**What lowers the HOMO of fluorinated alcohols, ethers and epoxides?**

The table holds HOMO, LUMO, gap and dipole moment of 18 small molecules of C, H, F and O, with orbital energies at wB97X-V/def2-TZVPP and dipoles at wB97M-V/def2-TZVPP, on PBE0-D4/def2-TZVP geometries. The program fits the HOMO by linear least squares to the dipole, to the number of heavy atoms, to the numbers of F and C atoms, and to the numbers of fluorines near to and further from oxygen. It also compares pairs of molecules that differ by one kind of substitution, and isomers. The dipole predicts hardly better than the mean and size no better, while atom counts give a leave-one-out error of 0.32 eV. Resolving the position of fluorine lowers this to 0.22 eV, but only if α fluorines in epoxides get a coefficient of their own. The largest remaining misfit, 0.32 eV for COC(F)F, is far above the rounding of the table.

Isolated fluorinated alcohols, ethers and epoxides, calculated with Ansatz 0.2.0 at PBE0-D4/def2-TZVP geometries. The HOMO and LUMO energies and the gap between them are from wB97X-V/def2-TZVPP, the dipole moments from wB97M-V/def2-TZVPP. In the bond counts, a hyphen marks a single bond.

## Analysis program

```python
# Table: HOMO, LUMO, gap (eV; wB97X-V/def2-TZVPP) and dipole (D; wB97M-V/def2-TZVPP), Ansatz 0.2.0,
# PBE0-D4/def2-TZVP geometries, 18 fluorinated alcohols, ethers and epoxides.
# Tested: does the HOMO follow dipole, size, F count, or F position relative to O (alpha/beta)?
T = {
    'member': ['OCF', 'OC(F)F', 'FC1CO1', 'FC1OC1F', 'COC(F)F', 'FCOCF', 'CC1OC1F', 'CC(C)(O)F', 'CC(O)CF', 'COC(C)F', 'FC1OC1(F)F', 'FCOC(F)F', 'CC(F)OCF', 'CC(O)(F)CF', 'CCOC(F)F', 'FCCOCF', 'FC(F)C1OC1F', 'FC(F)C1(F)OC1(F)F'],
    'formula': ['CH3FO', 'CH2F2O', 'C2H3FO', 'C2H2F2O', 'C2H4F2O', 'C2H4F2O', 'C3H5FO', 'C3H7FO', 'C3H7FO', 'C3H7FO', 'C2HF3O', 'C2H3F3O', 'C3H6F2O', 'C3H6F2O', 'C3H6F2O', 'C3H6F2O', 'C3H3F3O', 'C3HF5O'],
    'heavy': [3, 4, 4, 5, 5, 5, 5, 5, 5, 5, 6, 6, 6, 6, 6, 6, 7, 9],
    'n_C_O': [1, 1, 2, 2, 2, 2, 2, 1, 1, 2, 2, 2, 2, 1, 2, 2, 2, 2],
    'n_C_F': [1, 2, 1, 2, 2, 2, 1, 1, 1, 1, 3, 3, 2, 2, 2, 2, 3, 5],
    'n_H_C': [2, 1, 3, 2, 4, 4, 5, 6, 6, 7, 1, 3, 6, 5, 6, 6, 3, 1],
    'n_C_C': [0, 0, 1, 1, 0, 0, 2, 2, 2, 1, 1, 0, 1, 2, 1, 1, 2, 2],
    'homo': [-11.66, -12.62, -11.19, -11.46, -11.44, -11.95, -10.86, -11.32, -10.55, -10.79, -11.97, -12.43, -11.79, -11.5, -11.27, -11.2, -11.71, -12.3],  # eV
    'lumo': [2.94, 3.07, 3.72, 3.63, 3.26, 3.5, 3.41, 2.77, 3.01, 3.4, 3.66, 3.48, 3.44, 3.02, 2.95, 3.33, 3.35, 3.18],  # eV
    'gap': [14.6, 15.69, 14.91, 15.09, 14.69, 15.46, 14.27, 14.09, 13.56, 14.19, 15.63, 15.9, 15.23, 14.52, 14.22, 14.53, 15.05, 15.47],  # eV
    'dipole': [1.82, 0.76, 2.21, 2.75, 2.84, 0.1, 2.23, 1.92, 1.45, 1.54, 1.82, 1.59, 0.55, 2.24, 3.18, 1.77, 1.92, 1.37],  # D
}
import numpy as np
S = T['member']; N = len(S); ix = {s: i for i, s in enumerate(S)}
H, L, G, D, hv, nF = (np.array(T[k], float) for k in ('homo', 'lumo', 'gap', 'dipole', 'heavy', 'n_C_F'))
def alphaF(s):  # F atoms on carbons bonded to O, read from the SMILES
    at, nb, st, prev, ro = [], [], [], None, None
    for ch in s:
        if ch == '(': st.append(prev)
        elif ch == ')': prev = st.pop()
        elif ch == '1':
            if ro is None: ro = prev
            else: nb[ro].append(prev); nb[prev].append(ro)
        else:
            at.append(ch); nb.append([]); k = len(at) - 1
            if prev is not None: nb[prev].append(k); nb[k].append(prev)
            prev = k
    return sum(at[j] == 'F' for c in nb[at.index('O')] for j in nb[c])
a = np.array([alphaF(s) for s in S], float); b = nF - a
nC = np.array([s.count('C') for s in S], float)
rg = np.array(['1' in s for s in S], float); OH = (np.array(T['n_C_O']) == 1) * 1.0
V = dict(dip=D, heavy=hv, nF=nF, nC=nC, OH=OH, ring=rg, aF=a, bF=b, aOpen=a*(1-rg), aRing=a*rg)
r = lambda x, y: np.corrcoef(x, y)[0, 1]
rms = lambda x: np.sqrt(np.mean(x**2))
print(f"range/std eV: HOMO {np.ptp(H):.2f}/{H.std():.2f} LUMO {np.ptp(L):.2f}/{L.std():.2f} gap {np.ptp(G):.2f}/{G.std():.2f}; rounding rms {0.01/12**.5:.3f}")
print("LUMO eV: " + "; ".join(f"{n} {L[m].min():.2f}-{L[m].max():.2f}" for n, m in (('alcohol', OH == 1), ('ether', OH + rg == 0), ('epoxide', rg == 1))))
R = {}
print("HOMO fits (eV per unit, +-s.e.): rms, leave-one-out rms, worst row")
for n, ks in (('M1', ['dip']), ('M2', ['heavy']), ('M3', ['nF', 'nC']), ('M4', ['nF', 'nC', 'OH', 'ring']),
              ('M5', ['aF', 'bF', 'nC', 'OH', 'ring']), ('M6', ['aOpen', 'aRing', 'bF', 'nC', 'OH', 'ring'])):
    X = np.column_stack([np.ones(N)] + [V[k] for k in ks]); C = np.linalg.inv(X.T @ X)
    p = C @ X.T @ H; e = H - X @ p; R[n] = e; w = np.argmax(abs(e))
    loo = e / (1 - np.diag(X @ C @ X.T)); se = np.sqrt(np.diag(C) * (e @ e) / (N - len(p)))
    print(f"{n} e0 {p[0]:.2f} " + " ".join(f"{k} {c:+.2f}({u:.2f})" for k, c, u in zip(ks, p[1:], se[1:]))
          + f" | {rms(e):.2f} {rms(loo):.2f} {S[w]} {e[w]:+.2f}")
print(f"r: gap-HOMO {r(G,H):+.2f} gap-LUMO {r(G,L):+.2f} gap-heavy {r(G,hv):+.2f} HOMO-dip {r(H,D):+.2f} HOMO-heavy {r(H,hv):+.2f} HOMO-nF {r(H,nF):+.2f} resM6-dip {r(R['M6'],D):+.2f}")
print("row: alphaF betaF nC | residual (table-fit, eV) M4 M5 M6")
for i, s in enumerate(S):
    print(f"{s:20s} {a[i]:.0f} {b[i]:.0f} {nC[i]:.0f} | {R['M4'][i]:+.2f} {R['M5'][i]:+.2f} {R['M6'][i]:+.2f}")
P = [('a first', 'CC(O)CF', 'CC(O)(F)CF'), ('a first', 'COC(C)F', 'CC(F)OCF'), ('a first', 'COC(F)F', 'FCOC(F)F'),
     ('a gem', 'OCF', 'OC(F)F'), ('a gem', 'FCOCF', 'FCOC(F)F'), ('a ring', 'FC1CO1', 'FC1OC1F'),
     ('a ring', 'FC1OC1F', 'FC1OC1(F)F'), ('a ring', 'FC(F)C1OC1F', 'FC(F)C1(F)OC1(F)F'),
     ('beta', 'CC(C)(O)F', 'CC(O)(F)CF'), ('beta', 'CC1OC1F', 'FC(F)C1OC1F')]
dF = []
for t, x, y in P:
    i, j = ix[x], ix[y]; n = nF[j] - nF[i]; dF.append(H[j] - H[i])
    print(f"H->F {t}: {x} > {y}: dHOMO {dF[-1]:+.2f} eV, per F {dF[-1]/n:+.2f}; dLUMO {L[j]-L[i]:+.2f}; ddip {D[j]-D[i]:+.2f} D")
M = [('OCF', 'CC(C)(O)F'), ('COC(F)F', 'CCOC(F)F'), ('FCOCF', 'CC(F)OCF'), ('FC1CO1', 'CC1OC1F')]
dM = [(H[ix[y]] - H[ix[x]]) / (nC[ix[y]] - nC[ix[x]]) for x, y in M]
print("dHOMO eV per CH3: " + "; ".join(f"{x}>{y} {d:+.2f}" for (x, y), d in zip(M, dM)))
F = np.array(T['formula']); out = []; dev = np.zeros(N)
for f in dict.fromkeys(T['formula']):
    m = F == f; dev[m] = H[m] - H[m].mean()
    if m.sum() > 1: out.append(f"{f} {np.ptp(H[m]):.2f}")
print("isomer HOMO spread eV: " + "; ".join(out) + f"; least rms of any formula-only model {rms(dev):.2f}")
for x, y in (('CC(C)(O)F', 'CC(O)CF'), ('FCOCF', 'COC(F)F'), ('CC(F)OCF', 'CCOC(F)F')):
    print(f"isomers {x} minus {y}: dHOMO {H[ix[x]]-H[ix[y]]:+.2f} eV, ddip {D[ix[x]]-D[ix[y]]:+.2f} D")
assert np.all(abs(L - H - G) < 0.016) and np.all(L > 0)
assert all(s.count('F') == n for s, n in zip(S, nF)) and np.all(b >= 0)
assert max(dF) < 0 < min(dM)
assert H[ix['CC(C)(O)F']] < H[ix['CC(O)CF']] and np.ptp(H) > np.ptp(L)
```

Running it gives:

```
range/std eV: HOMO 2.07/0.55 LUMO 0.95/0.27 gap 2.34/0.63; rounding rms 0.003
LUMO eV: alcohol 2.77-3.07; ether 2.95-3.50; epoxide 3.18-3.72
HOMO fits (eV per unit, +-s.e.): rms, leave-one-out rms, worst row
M1 e0 -12.08 dip +0.30(0.16) | 0.50 0.54 CC(O)CF +1.10
M2 e0 -10.94 heavy -0.11(0.10) | 0.53 0.60 OC(F)F -1.23
M3 e0 -11.88 nF -0.39(0.07) nC +0.45(0.10) | 0.26 0.32 CC(F)OCF -0.49
M4 e0 -11.79 nF -0.44(0.07) nC +0.44(0.10) OH -0.08(0.17) ring +0.22(0.16) | 0.23 0.33 CC(O)CF +0.45
M5 e0 -11.33 aF -0.54(0.09) bF -0.31(0.11) nC +0.32(0.12) OH -0.24(0.19) ring +0.14(0.16) | 0.21 0.33 CC(O)CF +0.36
M6 e0 -10.65 aOpen -0.80(0.11) aRing -0.36(0.09) bF -0.35(0.09) nC +0.24(0.09) OH -0.48(0.16) ring -0.65(0.27) | 0.15 0.22 COC(F)F +0.32
r: gap-HOMO -0.91 gap-LUMO +0.51 gap-heavy +0.25 HOMO-dip +0.41 HOMO-heavy -0.26 HOMO-nF -0.68 resM6-dip +0.71
row: alphaF betaF nC | residual (table-fit, eV) M4 M5 M6
OCF                  1 0 1 | +0.22 +0.13 +0.03
OC(F)F               2 0 1 | -0.30 -0.28 -0.14
FC1CO1               1 0 2 | -0.05 -0.10 -0.02
FC1OC1F              2 0 2 | +0.12 +0.17 +0.07
COC(F)F              2 0 2 | +0.36 +0.33 +0.32
FCOCF                2 0 2 | -0.15 -0.18 -0.19
CC1OC1F              1 0 3 | -0.16 -0.10 +0.07
CC(C)(O)F            1 0 3 | -0.32 -0.17 -0.12
CC(O)CF              0 1 3 | +0.45 +0.36 +0.20
COC(C)F              1 0 3 | +0.13 +0.12 -0.07
FC1OC1(F)F           3 0 2 | +0.05 +0.20 -0.08
FCOC(F)F             3 0 2 | -0.18 -0.12 +0.12
CC(F)OCF             2 0 3 | -0.43 -0.34 -0.28
CC(O)(F)CF           1 1 3 | -0.05 -0.04 +0.04
CCOC(F)F             2 0 3 | +0.09 +0.18 +0.24
FCCOCF               1 1 3 | +0.16 +0.01 -0.14
FC(F)C1OC1F          1 2 3 | -0.13 -0.33 -0.09
FC(F)C1(F)OC1(F)F    3 2 3 | +0.17 +0.16 +0.04
H->F a first: CC(O)CF > CC(O)(F)CF: dHOMO -0.95 eV, per F -0.95; dLUMO +0.01; ddip +0.79 D
H->F a first: COC(C)F > CC(F)OCF: dHOMO -1.00 eV, per F -1.00; dLUMO +0.04; ddip -0.99 D
H->F a first: COC(F)F > FCOC(F)F: dHOMO -0.99 eV, per F -0.99; dLUMO +0.22; ddip -1.25 D
H->F a gem: OCF > OC(F)F: dHOMO -0.96 eV, per F -0.96; dLUMO +0.13; ddip -1.06 D
H->F a gem: FCOCF > FCOC(F)F: dHOMO -0.48 eV, per F -0.48; dLUMO -0.02; ddip +1.49 D
H->F a ring: FC1CO1 > FC1OC1F: dHOMO -0.27 eV, per F -0.27; dLUMO -0.09; ddip +0.54 D
H->F a ring: FC1OC1F > FC1OC1(F)F: dHOMO -0.51 eV, per F -0.51; dLUMO +0.03; ddip -0.93 D
H->F a ring: FC(F)C1OC1F > FC(F)C1(F)OC1(F)F: dHOMO -0.59 eV, per F -0.29; dLUMO -0.17; ddip -0.55 D
H->F beta: CC(C)(O)F > CC(O)(F)CF: dHOMO -0.18 eV, per F -0.18; dLUMO +0.25; ddip +0.32 D
H->F beta: CC1OC1F > FC(F)C1OC1F: dHOMO -0.85 eV, per F -0.43; dLUMO -0.06; ddip -0.31 D
dHOMO eV per CH3: OCF>CC(C)(O)F +0.17; COC(F)F>CCOC(F)F +0.17; FCOCF>CC(F)OCF +0.16; FC1CO1>CC1OC1F +0.33
isomer HOMO spread eV: C2H4F2O 0.51; C3H7FO 0.77; C3H6F2O 0.59; least rms of any formula-only model 0.19
isomers CC(C)(O)F minus CC(O)CF: dHOMO -0.77 eV, ddip +0.47 D
isomers FCOCF minus COC(F)F: dHOMO -0.51 eV, ddip -2.74 D
isomers CC(F)OCF minus CCOC(F)F: dHOMO -0.52 eV, ddip -2.63 D
```
